Seminar: the diffusion potential for In–Ga exchange in strained InGaN

Take a c-plane film of In_xGa_(1−x)N, x = 0.20, coherent on relaxed GaN, with polarization fields screened. Cation sites are conserved and vacancies neglected, so every In atom that enters expels a Ga atom. Let f(ε,x) be the Helmholtz energy per cation site, strain ε measured from relaxed GaN, V0 the GaN volume per cation, tensile stress positive. Minimising the free energy of solid plus fluid at fixed totals of In and Ga gives the condition of Larché and Cahn (1973): M = (∂f/∂x)_ε is uniform and equals μ_In − μ_Ga of the fluid. With g = f − V0 σ_ij ε_ij, dg = −V0 ε_ij dσ_ij + M dx. Inserting ε_ij = ε⁰_ij(x) + S_ijkl σ_kl, with ε⁰ the stress-free strain and η_ij = dε⁰_ij/dx, and integrating the Maxwell relation from zero stress,

ΔM = M(σ,x) − M(0,x) = −V0 η_ij σ_ij − (V0/2)(dS_ijkl/dx) σ_ij σ_kl.

Question: why only a difference? Because the interior can neither add nor remove sites; exchange is the only variation of composition it allows.

The estimate. InN is about 10% larger than GaN in every direction, so the misfit is 0.02. A stiffness near 3 eV/Å³ gives in-plane stress −0.06 eV/Å³ and mean pressure p = 0.04 eV/Å³. One swap swells a 23 Å³ site by ΔV = 3 × 0.1 × 23 = 6.9 Å³, costing pΔV = 0.276 eV.

The careful calculation. Typical inputs, GaN then InN: a = 3.189, 3.545 Å; c = 5.185, 5.703 Å; (C11, C12, C13, C33) = (2.43, 0.905, 0.662, 2.48) and (1.39, 0.718, 0.574, 1.40) eV/Å³. Vegard's rule gives η = 0.1116 in plane and η_c = 0.0999 along c; V0 = (√3/4)a²c = 22.83 Å³. With σ_zz = 0 the biaxial modulus Y = C11 + C12 − 2C13²/C33 = 1/(S11 + S12) is 2.98 and 1.64 eV/Å³; interpolated linearly, Y(0.2) = 2.71 eV/Å³. These constants refer to the relaxed alloy, whose energy at in-plane spacing a is (√3/4)c(x)Y(a − a(x))² = V0 Ỹ(ε − ηx)², with Ỹ = Y(1 + η_c x) = 2.77 and dỸ/dx = −1.10 eV/Å³. At ε = 0, σ = −Ỹηx = −0.0618 eV/Å³ (force per GaN reference area), and

ΔM = −2V0ησ − V0 σ² d(1/Ỹ)/dx = 0.315 − 0.0125 = 0.302 eV.

Why they differ. The ratio 0.302/0.276 = 1.096 factorises. η enters twice, in misfit and swelling, so rounding it gives 1.246; rounding V0 and Y gives 0.987. The physics pulls back: alloy softening 0.910, taller cell 1.020, compliance term 0.960. Rounding (1.230) and physics (0.891) partly cancel.

Question: would pΔV with exact lattice constants suffice? No. With σ_zz = 0, swelling along c does no work in the linear term, which pΔV reproduces only to the factor (2η + η_c)/(3η) = 0.965.

Question: why is the compliance term negative? Indium softens the lattice, lowering the energy stored at fixed strain.

Question: how many figures survive? Interpolating 1/Y instead gives 0.279 eV. For anharmonicity, suppose Y stiffens like the bulk modulus B ≈ 1.2 eV/Å³ with B′ ≈ 4 (typical): the stress changes by B′p/(2B) ≈ 0.07, shifting ΔM by about 0.02 eV, more than the compliance term. So ΔM ≈ 0.30 ± 0.02 eV.

Question: what does that mean for the fluid? At 1000 K, kT = 0.0862 eV and ΔM/kT = 3.5. Holding x = 0.20 needs an In/Ga activity ratio 26 to 41 times that for the relaxed alloy. Bulk cation interdiffusion is slow, so the condition is approached mainly near the growth surface.